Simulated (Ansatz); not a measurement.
## Ligand exchange: C2H7N + GeH3(SH) → C2H6S + GeH3(NH2)

Species: C2H7N (ethanamine) `CCN`, singlet; GeH3(SH), singlet; C2H6S (ethanethiol) `CCS`, singlet; GeH3(NH2), singlet. The partners trade NH2 for SH: C–NH2 and Ge–SH bonds give way to C–SH and Ge–NH2.

Shapes, held fixed at every level: PBE0-D4/def2-TZVP. Flexible molecules stand in one conformer, not always the lowest. Programs: Ansatz 0.2.0. The zero-point and thermal change to 298 K, harmonic and unscaled (PBE0-D4/def2-TZVP), is -3.6 kJ/mol.

```tsv
level	kind	ΔH(298 K) (kJ/mol)	less CCSD(T)/def2-TZVPP
HF/def2-SVP	Hartree–Fock	+34.3	+16.9
PBE-D4/def2-TZVPP	GGA	+23.1	+5.7
r2SCAN-D4/def2-TZVPP	meta-GGA	+21.3	+3.9
PBE0-D4/def2-TZVPP	global hybrid	+23.9	+6.5
MP2/def2-SVP	perturbation theory	+22.8	+5.4
CCSD/def2-SVP	coupled cluster or CI	+27.4	+10.0
CCSD/def2-TZVPP	coupled cluster or CI	+18.3	+0.9
CCSD(T)/def2-TZVPP	coupled cluster or CI	+17.4	0.0
```

The highest level, CCSD(T)/def2-TZVPP, gives ΔH(298 K) = +17.4 kJ/mol; the levels span +17.4 to +34.3. The column of differences is taken from that level and isn't an error. No measured value is set beside it here. Relativity is left out for Ge unless named. Correlated rows may include outer-core shells of Ge, which these sets cover unevenly.

Every level makes the exchange endothermic, so the pairing of carbon with nitrogen and germanium with sulfur is favoured in enthalpy, by 17.4 kJ/mol at the highest level. Bond polarity alone would suggest the opposite, since the more electropositive germanium should gain most from binding nitrogen. The preference probably reflects orbital match: compact 2p orbitals overlap well in C–N, while the larger, more diffuse valence orbitals of germanium suit sulfur better than nitrogen. This fits the familiar thiophilicity of germanium and the ready cleavage of Ge–N bonds by thiols.

The size of the preference is less settled than its sign. Enlarging the basis lowers the CCSD value from +27.4 to +18.3 kJ/mol, a far larger change than that from adding triples. The MP2 result in the small basis therefore probably owes its apparent closeness to the highest level to partly cancelling errors. The enthalpy says nothing about the barrier to exchange.
